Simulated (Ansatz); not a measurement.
A family of molecules: the vertical ionisation energy

One atom is swapped for its congeners: Ti(SH)4; Zr(SH)4; Hf(SH)4. All are singlets with charge 0.

Shapes, held fixed at every level: PBE0-D4/def2-TZVP. Flexible molecules stand in one conformer, not always the lowest. Programs: Ansatz 0.2.0. Values in eV.

```tsv
level	Ti(SH)4	Zr(SH)4	Hf(SH)4
PBE-D4/def2-TZVPP	9.12	9.03	9.08
B3LYP-D4/def2-TZVPP	9.47	9.42	9.48
PBE0-D4/def2-TZVPP	9.55	9.51	9.59
wB97M-V/def2-TZVPP	9.88	9.95	10.05
wB97X-V/def2-TZVPP	9.95	10.02	10.11
B2PLYP/def2-TZVPP	9.60	9.62	9.78
```

At B2PLYP/def2-TZVPP the vertical ionisation energy rises at every step, from 9.60 to 9.78 eV. 3 of 6 levels show this order throughout; 3 agree on the largest and the smallest. For atoms past krypton def2 sets carry core potentials with scalar relativity. Correlated rows may include outer-core shells of Hf, Ti, Zr, which these sets cover unevenly.

The ionisation energy hardly depends on the metal: at every level the three molecules lie closer together than the PBE and wB97X-V values for any one of them. This is expected for group 4 in oxidation state +4, where the metal has a formal d0 shell and no valence d electron to lose. The electron probably leaves sulfur 3p lone-pair combinations, so the metal acts only indirectly, through lone-pair donation into its empty d orbitals, bond polarity and the spacing between the sulfur atoms.

Hf(SH)4 lies above Zr(SH)4 at all six levels, though by little, as suits two metals made nearly equal in size by the lanthanide contraction. The place of Ti(SH)4 is not settled: PBE, B3LYP and PBE0 put it above Zr(SH)4, the other three below, perhaps because they treat exchange differently for the more covalent Ti–S bonds. A steady rise down the group is therefore not established. Nor do vertical energies show whether the relaxed cation would keep its hole spread over several sulfur atoms or localise it on one.
